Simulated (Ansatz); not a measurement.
A series in volume scale on AlAu

Results calculated with Ansatz 0.2.0, not measured. Free energy against uniform scaling of the volume at fixed shape and fractions; periodic cell, basis, potentials, k mesh and filling as listed.

The cell before it is scaled or strained (space group Pm-3m, No. 221):
```
CELL_PARAMETERS angstrom
3.22390 0.00000 0.00000
0.00000 3.22390 0.00000
0.00000 0.00000 3.22390
ATOMIC_POSITIONS crystal
Al 0.00000 0.00000 0.00000
Au 0.50000 0.50000 0.50000
```

Settings of every row: functional r2SCAN; dispersion none; accuracy medium; potentials PAW; wave cutoff 600 eV; density cutoff 2400 eV; k mesh 9x9x9; k shift 0x0x0; occupations gaussian; smearing width 0.05 eV; spin none.

Limits: coarse k mesh, up to 40 meV an atom off; no spin-orbit coupling, which can matter with elements this heavy; the cell comes from a prototype or a list of computed structures and needn't be the stable phase.

| row | volume scale | V (Å³/atom) | pressure (GPa) | energy above lowest point (meV/atom) |
| --- | --- | --- | --- | --- |
| 1 | 0.92 | 15.414 | 6.64 | 11.8 |
| 2 | 0.9467 | 15.861 | ? | ? |
| 3 | 0.9733 | 16.307 | -1.86 | 0 |
| 4 | 1 | 16.754 | -4.92 | 9.6 |
| 5 | 1.0267 | 17.201 | -7.57 | 27.1 |
| 6 | 1.0533 | 17.647 | -9.89 | 51.5 |
| 7 | 1.08 | 18.094 | -11.78 | 81.8 |

Question: what pressure should row 2 give?

Worked fit of pressure. Take u = (V_r/V)^(2/3) − 1 with V_r = 16.977 Å³ an atom, which is twice the finite (Eulerian) strain; such expansions in the strain, on which the Birch-Murnaghan equation of state is built, carry the rest volume and the bulk modulus. The shown rows have u = 0.06651, 0.02721, 0.00885, -0.0087, -0.02547, -0.04159. Least squares give pressure = −6.372 + 154.29 × u + 613 × u² GPa; a straight line predicts inner rows, each left out in turn, worse (root mean square 0.76 against 0.13 GPa). The rows lie off it by 0.04, -0.14, 0.04, 0.10, 0.01, -0.05 (root mean square 0.077 GPa). The withheld row has u = 0.04637, so the fit gives −6.372 + 154.29 × (0.04637) + 613 × (0.04637)² = 2.10 GPa.

The calculation gave 1.99 GPa. The fit lies 0.11 GPa (5.5 % of the value, 0.6 % of the column's range) above it; its largest miss of a shown row is 0.14 GPa.

The other values of row 2: energy above lowest point 0 meV/atom.
